\section*{Scales and limits of the Oliveira--Gross--Kohn theory, with aluminium numbers}

\paragraph{The theorem.}
Fix the temperature $T>0$ and the interaction $\hat W$, exclude magnetic fields, and write $u=v-\mu$. The grand Hamiltonian is
\begin{equation}
\hat K=\hat T+\hat W+\int\! u\,\hat n\,d^3r-\iint\!\big[\Delta_{\rm ext}^*(\mathbf r,\mathbf r')\,\psi_\uparrow(\mathbf r)\psi_\downarrow(\mathbf r')+{\rm h.c.}\big]d^3r\,d^3r' .
\end{equation}
Oliveira, Gross and Kohn showed in 1988 that $n(\mathbf r)$ and $\chi(\mathbf r,\mathbf r')=\langle\psi_\uparrow(\mathbf r)\psi_\downarrow(\mathbf r')\rangle$ determine $u$ and $\Delta_{\rm ext}$. The functional ${\rm Tr}\,\hat\rho(\hat K+k_BT\ln\hat\rho)$ has a strict minimum $\Omega$ at the Gibbs state. If two different Gibbs states shared $(n,\chi)$, then
\begin{equation}
\Omega<\Omega'+\int(u-u')\,n-\iint[(\Delta_{\rm ext}-\Delta'_{\rm ext})^*\chi+{\rm c.c.}].
\end{equation}
Exchanging primes and adding gives $0<0$. So the states coincide and $\hat K-\hat K'$ is a constant. Its vacuum expectation value is zero, so no additive constant survives, and both potentials agree.

Assume a non-interacting system reproduces $(n,\chi)$, and call the remaining free energy $F_{\rm Hxc}$. Stationarity gives $v_s=v+\delta F_{\rm Hxc}/\delta n$ and $\Delta_s=\Delta_{\rm ext}-\delta F_{\rm Hxc}/\delta\chi^*$. With $\hat h=-\hbar^2\nabla^2/2m+v_s-\mu$,
\begin{equation}
\begin{aligned}
\hat h\,U(\mathbf r)+\int\!\Delta_s(\mathbf r,\mathbf r')V(\mathbf r')\,d^3r'&=E\,U(\mathbf r),\\
-\hat h\,V(\mathbf r)+\int\!\Delta_s^*(\mathbf r',\mathbf r)U(\mathbf r')\,d^3r'&=E\,V(\mathbf r).
\end{aligned}
\end{equation}
Let $\hat h\varphi_k=\xi_k\varphi_k$, with $k$ for band and wave vector. Decoupling keeps only time-reversed partners, $\Delta_s=\sum_k\Delta_k\varphi_k(\mathbf r)\varphi_k^*(\mathbf r')$. Each $2\times2$ block has eigenvalues $\pm E_k$, and
\begin{equation}
E_k=\sqrt{\xi_k^2+|\Delta_k|^2},\qquad
\chi_k=\langle c_{k\uparrow}c_{-k\downarrow}\rangle=\frac{\Delta_k}{2E_k}\tanh\frac{E_k}{2k_BT}.
\label{chi}
\end{equation}

\paragraph{Dimensions.}
Both $n$ and $\chi$ are inverse volumes, $\Delta_s(\mathbf r,\mathbf r')$ is an energy per volume, and $\chi_k$ is a pure number below $1/2$ in modulus. It depends only on $\xi/\Delta$ and $k_BT/\Delta$. For real $\Delta>0$,
\begin{equation}
\chi_k\simeq\begin{cases}
\dfrac{\Delta}{4k_BT}\Big[1-\dfrac{E^2}{12(k_BT)^2}\Big], & E\ll k_BT,\\[2ex]
\dfrac{\Delta}{2|\xi|}\Big[1-\dfrac{\Delta^2}{2\xi^2}\Big], & |\xi|\gg\Delta,\,k_BT,\\[2ex]
\tfrac12-e^{-\Delta/k_BT}, & \xi=0,\ k_BT\ll\Delta .
\end{cases}
\label{limits}
\end{equation}
The $1/|\xi|$ tail makes sums over $k$ logarithmic, so widely separated scales enter through logarithms of their ratios.

\paragraph{A model functional for aluminium.}
My inputs are a typical $T_c=1.2$~K, the compiled Debye temperature $\theta_D=428$~K (Wikipedia, temperature not stated), and three free electrons per atom at a typical lattice constant of 4.05~\AA. Then $k_BT_c=0.103$~meV, $k_B\theta_D=36.9$~meV, $n=0.181$~\AA$^{-3}$, $k_F=1.75$~\AA$^{-1}$, $E_F=11.7$~eV, $\hbar v_F=2E_F/k_F=13.3$~eV\,\AA, and the density of states per spin is $N_0=3n/4E_F$, or 0.193 per eV and atom. Derived values are carried unrounded.

Take $-(g/\mathcal V)|\sum'_k\chi_k|^2$ as the pairing part of $F_{\rm Hxc}$, with $\mathcal V$ the volume and the sum limited to $|\xi|<k_B\theta_D$. With $\lambda=gN_0$ and a real field acting in that shell,
\begin{equation}
\Delta_{\rm ext}=\Delta\Big[1-\lambda\int_0^{k_B\theta_D}\!\frac{d\xi}{E}\tanh\frac{E}{2k_BT}\Big].
\label{gap}
\end{equation}
Set $\Delta_{\rm ext}=0$. For $\Delta\to0$ the integral is $L=\ln(1.134\,\theta_D/T)$, where $1.134=2e^{\gamma}/\pi$ and $\gamma$ is Euler's constant. At $T_c$, $L=6.00$, so the coupling fitted to $T_c$ is $\lambda=1/L=0.167$. At $T=0$ the integral is an inverse hyperbolic sine:
\begin{equation}
\Delta_0=\frac{k_B\theta_D}{\sinh(1/\lambda)}=\pi e^{-\gamma}k_BT_c\,\big[1+e^{-2/\lambda}+\dots\big].
\end{equation}
Here $\pi e^{-\gamma}=1.764$ and $e^{-2/\lambda}=6.1\times10^{-6}$, so the model's $\Delta_0$ is 0.182~meV. The correction becomes sizeable near $\lambda\sim1$; for $\lambda\gg1$ the formula turns linear, $\Delta_0\to\lambda k_B\theta_D$, outside the range where a static kernel is credible.

\emph{Question: Is $\Delta_0$ the tunnelling gap?} The theorem does not say so. With the exact functional $n$, $\chi$ and $\Omega$ are exact, hence $T_c$ too, while $\Delta_k$ is a potential.

\emph{Question: How well must the functional be known?} In energy, the $T=0$ condensation gain is $N_0\Delta_0^2/2=3.2$~neV per atom, because $\Delta_0/E_F=1.6\times10^{-5}$. In coupling, $d\ln T_c/d\ln\lambda=1/\lambda$, so changing $\lambda$ by $\mp10$ per cent moves the model's $T_c$ to 0.62~K or 2.1~K. The density hardly responds: through the slope of the density of states its relative change at fixed $\mu$ is of order $(\Delta_0/E_F)^2/\lambda=1.5\times10^{-9}$, so $v_s$ may be taken from the normal state.

\paragraph{Temperature.}
Subtracting the $T=0$ equation removes $\lambda$ and, for $\theta_D\gg T_c$, the cutoff: $\ln(\Delta_0/\Delta)=2\int_0^\infty f(E)\,d\xi/E$, with $f$ the Fermi function. At low $T$, $f\to e^{-E/k_BT}$ and the right side is $2K_0(z)$ with $z=\Delta_0/k_BT$. Its asymptotic series gives
\begin{equation}
\frac{\Delta}{\Delta_0}\simeq1-\sqrt{\frac{2\pi}{z}}\,e^{-z}\Big(1-\frac1{8z}\Big).
\label{low}
\end{equation}
Near $T_c$ use $\tanh(E/2k_BT)/2E=k_BT\sum_n(\epsilon_n^2+E^2)^{-1}$ with $\epsilon_n=(2n+1)\pi k_BT$. Integrating over $\xi$ and expanding in $x=\Delta/k_BT$,
\begin{equation}
\ln\frac{T_c}{T}=a x^2-b x^4+\dots,\qquad a=\frac{7\zeta(3)}{8\pi^2}=0.1066,\qquad b=\frac{93\zeta(5)}{128\pi^4}.
\end{equation}
Inverting with $\tau=1-T/T_c$,
\begin{equation}
\Delta\simeq a^{-1/2}k_BT_c\sqrt\tau\,\Big[1-\Big(\frac34-\frac{b}{2a^2}\Big)\tau\Big]=3.063\,k_BT_c\sqrt\tau\,(1-0.41\,\tau).
\label{near}
\end{equation}
The ratios $\Delta/\Delta_0$ compare as follows.
\begin{center}
\begin{tabular}{cccc}
$T/T_c$ & numerical & Eq.~(\ref{low}) & Eq.~(\ref{near})\\\hline
0.5 & 0.957 & 0.962 & 0.977\\
0.7 & 0.829 & 0.879 & 0.834\\
0.9 & 0.526 & 0.764 & 0.527
\end{tabular}
\end{center}
The two forms trade places between 0.5 and 0.7. The argument of the hyperbolic tangent at $\xi=0$ passes one where $\Delta(T)=2k_BT$, at $T=0.72\,T_c=0.86$~K. Below this, $\chi$ at the Fermi level saturates; above it, $\chi$ approaches the linear law in $\Delta$.

\emph{Question: Does the map survive $T\to0$?} It becomes ill-conditioned where $\chi$ saturates. At 0.1~K the last line of Eq.~(\ref{limits}) puts $\chi$ within $6.4\times10^{-10}$ of $1/2$, so the level at $\xi=0$ says almost nothing about its $\Delta_k$. Levels with $|\xi|\sim\Delta$ still fix $\Delta/|\xi|$.

\paragraph{External field and size.}
Near $T_c$, Eq.~(\ref{gap}) reads $\Delta_{\rm ext}=\lambda\Delta[\ln(T/T_c)+ax^2]$. Above $T_c$ the response is linear, with gain $1/[\lambda\ln(T/T_c)]$. At $T_c$ it is $\Delta=[\Delta_{\rm ext}(k_BT_c)^2/\lambda a]^{1/3}$, and 1~neV induces 8.4~$\mu$eV. The crossover lies at $ax^2\sim|\tau|$.

\emph{Question: A finite system at $\Delta_{\rm ext}=0$ conserves particle number, so surely $\chi=0$?} Correct. One takes $\mathcal V\to\infty$ first and $\Delta_{\rm ext}\to0$ second, and the field leaves its phase in $\chi$. The mean-field picture itself fails when the level spacing per spin, $1/N_0\mathcal V$, reaches $\Delta_0$. With the bulk gap retained, the model puts this at $2.8\times10^4$ atoms, a sphere 9.7~nm across.

\paragraph{Lengths.}
For free electrons, with $\rho=|\mathbf r-\mathbf r'|$ and $\xi=\hbar v_F(k-k_F)$, the transform of Eq.~(\ref{chi}) at $T=0$ is
\begin{equation}
\chi(\rho)\simeq N_0\Delta_0\,\frac{\sin k_F\rho}{k_F\rho}\,K_0\!\Big(\frac{\rho\Delta_0}{\hbar v_F}\Big),\qquad \rho\gg\frac{\hbar v_F}{k_B\theta_D}=36~{\rm nm}.
\end{equation}
The envelope is logarithmic at short range and exponential beyond $\hbar v_F/\Delta_0=7.3~\mu$m. At finite $T$ the nearest pole of the frequency sum sets the range $\hbar v_F/\sqrt{\Delta^2+(\pi k_BT)^2}$, which stays finite, 4.1~$\mu$m, at $T_c$. The $T=0$ range spans $2E_F/\Delta_0=1.3\times10^5$ units of $1/k_F$, so integrals near the Fermi surface need energy grids, not uniform meshes. The model's conventional coherence length $\hbar v_F/\pi\Delta_0$ is 2.3~$\mu$m. About 1.6~$\mu$m is typically quoted for clean aluminium, so these model lengths run roughly half again too long; the omitted electron--phonon mass enhancement lowers the velocity and acts in that direction.

\paragraph{Decoupling.}
Couple a level $\xi$ with gap $\Delta$ to an ungapped level a distance $W$ above $\mu$ through an interband element $d$. In second order the particle component is pushed up by $d^2/(W+E)$ and the hole component down by $d^2/(W-E)$. Expanding in $E/W$,
\begin{equation}
E\simeq\Big(1-\frac{d^2}{W^2}\Big)\sqrt{(\xi+d^2/W)^2+\Delta^2}.
\end{equation}
For $d=\Delta=\Delta_0$ and an illustrative $W=1$~eV, the shift is $1.8\times10^{-4}\Delta_0$ and the minimum of $E$ drops by a fraction $3.3\times10^{-8}$. Decoupling fails only for bands within $W\sim d$ of each other at the Fermi level.

\emph{Question: Where are the phonons and the Coulomb repulsion?} The multicomponent theory of L\"uders, Marques and co-workers (2005) adds the nuclear density and builds kernels for both. The repulsion is as large as the net coupling. Take an attraction $\lambda_p$ inside the shell and a repulsion $\mu_c$ out to $\pm E_F$, at constant $N_0$, with $\ell=\ln(E_F/k_B\theta_D)=5.76$. At $T_c$ the inner and outer potentials obey
\begin{equation}
\Delta_1=(\lambda_p-\mu_c)L\Delta_1-\mu_c\ell\Delta_2,\qquad
\Delta_2=-\mu_cL\Delta_1-\mu_c\ell\Delta_2 .
\end{equation}
The second gives $\Delta_2=-\mu^*L\Delta_1$ with $\mu^*=\mu_c/(1+\mu_c\ell)$, and the first then gives $1/L=\lambda_p-\mu^*$. The fitted $\lambda$ is this difference. For $\mu_c\ell\ll1$, $\mu^*\simeq\mu_c(1-\mu_c\ell)$; for $\mu_c\ell\gg1$ it saturates as $(1/\ell)(1-1/\mu_c\ell)$, with $1/\ell=0.174$. An illustrative $\mu_c=0.4$ gives $\mu^*=0.121$ and $\Delta_2/\Delta_1=-0.73$.

The temperature laws depend only on the inner logarithm and survive. The on-site amplitude does not. The shell alone gives $\chi(\mathbf r,\mathbf r)=N_0\Delta_0/\lambda$ at $T=0$, which is $1.4\times10^{-4}$ of $n/2$. The outer tail changes $L\Delta_1$ into $L\Delta_1+\ell\Delta_2=L\Delta_1/(1+\mu_c\ell)$, a factor 0.30, leaving the model's $4.3\times10^{-5}$: the sign change of $\Delta_k$ keeps the paired electrons apart at short range.